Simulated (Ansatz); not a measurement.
Ligand exchange: C5H11Cl + C2H3Ga → C5H12 + C2H2ClGa

Species: C5H11Cl (1-chloropentane) `CCCCCCl`, singlet; C2H3Ga `C#[C][GaH2]`, singlet; C5H12 (pentane) `CCCCC`, singlet; C2H2ClGa `C#[C][GaH][Cl]`, singlet. The partners trade Cl for H: C–Cl and Ga–H bonds give way to C–H and Ga–Cl.

Shapes, held fixed at every level: PBE0-D4/def2-TZVP. Flexible molecules stand in one conformer, not always the lowest. Programs: Ansatz 0.2.0. Electronic energies: no zero-point or thermal term.

```
               level                    kind  ΔE (kJ/mol)  less CCSD(T)/def2-TZVPP
r2SCAN-D4/def2-TZVPP                meta-GGA       -182.1                     -0.4
 BHLYP-D4/def2-TZVPP           global hybrid       -186.3                     -4.6
  wB97X-V/def2-TZVPP  range-separated hybrid       -177.5                     +4.2
        MP2/def2-SVP     perturbation theory       -193.6                    -11.9
      MP2/def2-TZVPP     perturbation theory       -185.8                     -4.1
    CCSD(T)/def2-SVP   coupled cluster or CI       -188.9                     -7.2
     CCSD/def2-TZVPP   coupled cluster or CI       -183.5                     -1.8
  CCSD(T)/def2-TZVPP   coupled cluster or CI       -181.7                      0.0
```

The highest level, CCSD(T)/def2-TZVPP, gives ΔE = -181.7 kJ/mol; the levels span -193.6 to -177.5. The column of differences is taken from that level and isn't an error. No measured value is set beside it here. Relativity is left out for Ga. Outer-core shells of Ga are correlated in most correlated rows, in sets that cover them unevenly.

Exchange of chlorine for hydrogen is strongly exothermic at every level, so the direction of the electronic reaction energy doesn't depend on the treatment of correlation. The driving force is the preference of electropositive gallium for chlorine over hydrogen: the Ga–Cl bond is strongly polar and probably gains a little from chlorine lone-pair donation into the formally empty 4p orbital on gallium. On the carbon side, replacing C–Cl by the stronger C–H bond works in the same direction. The ethynyl group stays on gallium throughout and is largely a spectator.

Enlarging the basis makes the reaction less exothermic with both MP2 and CCSD(T), and for coupled cluster this shift exceeds the effect of the triples. The near coincidence of r2SCAN-D4 with CCSD(T) may therefore owe something to cancellation and doesn't establish general accuracy for gallium halides. Because gallanes and chlorogallanes readily associate through hydrogen or chlorine bridges, the energy for these monomers can't be carried over directly to the condensed phase.
